**Q:** An atom in fcc aluminium touches twelve neighbours, in the simple cubic structure only six. Does the metal then lose half its binding?

**A:** It loses about 13%. The column "over lowest" gives the energy above fcc, and simple cubic (Ca type, space group 221) stands at 454 meV/atom. The whole cohesion of aluminium is roughly 3.4 eV/atom, a rounded, recalled value. Even the diamond structure (Si type), with a third of fcc's neighbours, gives up only about a quarter of it.

Structures of aluminium, with cell and atoms relaxed from the starting structures named under "found from"; energies are relative to the lowest structure. Ansatz 0.2.0, plane-wave PAW DFT with the r2SCAN functional, scalar-relativistic, without spin polarization; cutoff 500 eV, Gaussian smearing 0.1 eV.

```
   found from  space group number  atoms in cell  volume per atom (Å³)  over lowest (meV/atom)
database cell                 225              1                 15.89                     0.0
database cell                 194              4                 15.97                    15.0
      Sm type                 166              3                 16.02                    24.0
database cell                 194              2                 16.02                    37.0
       W type                 223              8                 16.31                    90.0
database cell                 229              1                 16.22                   113.0
      Ti type                 191              3                 16.46                   140.0
 changed type                  69              2                 17.41                   177.0
      Ga type                  64              4                 20.31                   200.0
       B type                 166             12                 23.42                   263.0
      Sn type                 191              1                 18.38                   291.0
      Sn type                 141              2                 18.79                   368.0
      Ca type                 221              1                 19.85                   454.0
      Si type                 227              2                 27.37                   812.0
```

**Q:** Where does the lost binding come back from?

**A:** The bonds that remain become stronger. In these cubic structures the volume per atom fixes the bond length: it shrinks from 2.82 Å in fcc to 2.71 Å in simple cubic and 2.61 Å in diamond. Theory gives two linked reasons. An atom has only three valence electrons to share among its bonds, so each bond gets more when there are fewer of them. With fewer neighbours, an atom also meets less repulsion from overlapping electron clouds, so the bonds can shorten.

This compensation wears out as neighbours are removed. Going from twelve neighbours to six costs about 76 meV/atom for each one lost; going from six to four costs about 180.

**Q:** Can you turn that into a formula I could use?

**A:** Let $Z$ be the number of nearest neighbours and $r$ their distance. Repulsion adds up pair by pair, so it grows as $Z$. In a simple tight-binding picture, which is only a rough model for the nearly free electrons of aluminium, the attraction comes from the width of the electron band and grows only as $\sqrt{Z}$. With both fading exponentially with distance, the energy per atom is

$$E = aZe^{-pr} - b\sqrt{Z}\,e^{-qr},$$

where $a$, $b$, $p$ and $q$ are positive constants and the repulsion has the shorter range, $p>q$.

Now let the bond length relax. Setting the slope of $E$ to zero gives $e^{-(p-q)r}\propto Z^{-1/2}$, so $r$ grows with the logarithm of $Z$. At that distance the repulsion is a fixed fraction of the attraction. Putting $r$ back in leaves a cohesion proportional to $Z^m$, with $m=\tfrac12-\tfrac{q}{2(p-q)}$, which is below one half.

**Q:** Show me the estimate for simple cubic.

**A:** Diamond sets the exponent. It keeps a fraction $1-812/3400=0.76$ of the cohesion with one third of the neighbours, so $m=\ln 0.76/\ln(1/3)\approx 0.25$. Simple cubic has half the neighbours and should keep $0.5^{0.25}=0.84$ of the cohesion. The expected loss is $0.16\times3400\approx 540$ meV/atom.

The calculated 454 was not used to set $m$, and the estimate is about a fifth above it. Counting bonds of fixed strength would have given 1700 meV/atom. The square root alone, with cohesion simply proportional to $\sqrt{Z}$, would have given about 1000. That version leaves out the repulsion, which weakens as neighbours are lost and so lets the bonds shorten. The exponent taken from diamond includes both effects but doesn't separate them.

**Q:** Then bcc puzzles me. It has eight nearest neighbours, and so does the simple hexagonal structure, yet bcc is far lower.

**A:** The difference is large: bcc (space group 229) lies at 113 meV/atom, simple hexagonal (Sn type, space group 191) at 291. The law with $Z=8$ gives about 330, which suits simple hexagonal, provided its layers are spaced so that all eight contacts are nearly equal. For bcc it is almost three times too high.

The likely reason is bcc's second shell. Six more atoms sit at 3.19 Å, only 15% beyond the first eight at 2.76 Å. In a simple hexagonal lattice with equal contacts, the next shell is about 40% farther out than the first. Solving the same law for $Z$ shows that bcc binds as if it had about 10.5 neighbours, so the six outer atoms would do the work of two or three. That number is inferred from the energy, but the nearby shell follows directly from the geometry.

The energy belongs to a crystal held in bcc symmetry. It doesn't mean that bcc aluminium would survive if its atoms were free to move away from that symmetry.

**Q:** What decides between structures that all have twelve neighbours?

**A:** There the count is silent, and the energy scale drops to tens of meV/atom. The structures are stacks of the same dense layers. A layer is called hexagonal if the layers above and below it sit in the same position, which is the case for every layer in hcp; fcc has no such layers. With ideal layer spacing, fcc and hcp share even their second shell and differ only from the third shell outwards. If the relaxed layers stay close to that spacing, this explains why so little energy is at stake.

If each hexagonal layer costs the same, the 37 meV/atom of hcp can be scaled by their share. The four-atom cell of space group 194 has one half and should lie near 18; it is calculated at 15. The Sm type has two thirds and should lie near 25; it is calculated at 24. The first miss is within the 4 meV/atom to which the metals are converged. That the cost is positive in aluminium is a matter of how its conduction electrons screen the ions over several shells, which this counting takes as given.

**Q:** In my work, density is the first thing I measure. Could I rank the structures by volume instead?

**A:** As a rough guide, yes, because fewer neighbours usually mean a more open crystal. The Ga and B types show where it breaks down. The B type takes 23.42 Å³ per atom, more than simple cubic with 19.85, yet its energy is only 263 meV/atom. Volume averages over bonds and empty space, whereas the energy depends more on how well each atom is bonded locally.

Neighbour counting has trouble here too. Gallium's own structure has about seven near neighbours, for which the law gives some 430 meV/atom; the Ga type is calculated at 200. One possible cause is bonding in which electrons are shared among three or more atoms at once, as in boron's clusters. Another is that the atoms moved during relaxation and gained neighbours, since the type names only the starting structure. Both are guesses, and counting the neighbours in the relaxed cells would be the first step in deciding between them.
